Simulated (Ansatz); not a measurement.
BaHg: energy above lowest point against volume scale

Results calculated with Ansatz 0.2.0, not measured. Free energy against uniform scaling of the volume at fixed shape and fractions; periodic cell, basis, potentials, k mesh and filling as listed.

The cell before it is scaled or strained (space group Pm-3m, No. 221):
```
CELL_PARAMETERS angstrom
4.17880 0.00000 0.00000
0.00000 4.17880 0.00000
0.00000 0.00000 4.17880
ATOMIC_POSITIONS crystal
Ba 0.00000 0.00000 0.00000
Hg 0.50000 0.50000 0.50000
```

Settings of every row: functional LDA; dispersion none; potentials all-electron LAPW; k mesh 7x7x7; k shift 0x0x0; occupations cold; smearing width 0.05 eV; spin none.

Limits: coarse k mesh, up to 40 meV an atom off; minimum outside the range; no spin-orbit coupling, which can matter with elements this heavy; the cell comes from a prototype or a list of computed structures and needn't be the stable phase.

| row | volume scale | V (Å³/atom) | energy above lowest point (meV/atom) |
| --- | --- | --- | --- |
| 1 | 0.92 | 33.567 | 0 |
| 2 | 0.96 | 35.026 | 12.8 |
| 3 | 1 | 36.486 | ? |
| 4 | 1.04 | 37.945 | 63.9 |
| 5 | 1.08 | 39.405 | 98.6 |

Question: what energy above lowest point should row 3 give?

Worked fit of energy above lowest point. Take u = (V_r/V)^(2/3) − 1 with V_r = 36.486 Å³ an atom, which is twice the finite (Eulerian) strain; such expansions in the strain, on which the Birch-Murnaghan equation of state is built, carry the rest volume and the bulk modulus. The shown rows have u = 0.05716, 0.0276, -0.0258, -0.05002. Least squares give energy above lowest point = 34.76 − 965.2 × u + 6236 × u² meV/atom; a straight line predicts inner rows, each left out in turn, worse (root mean square 10 against 0.2 meV/atom). The rows lie off it by 0.0, -0.1, 0.1, 0.0. The withheld row has u = 0, so the fit gives 34.76 − 965.2 × (0) + 6236 × (0)² = 34.8 meV/atom.

The calculation gave 34.8 meV/atom. The fit meets it to the printed digit.
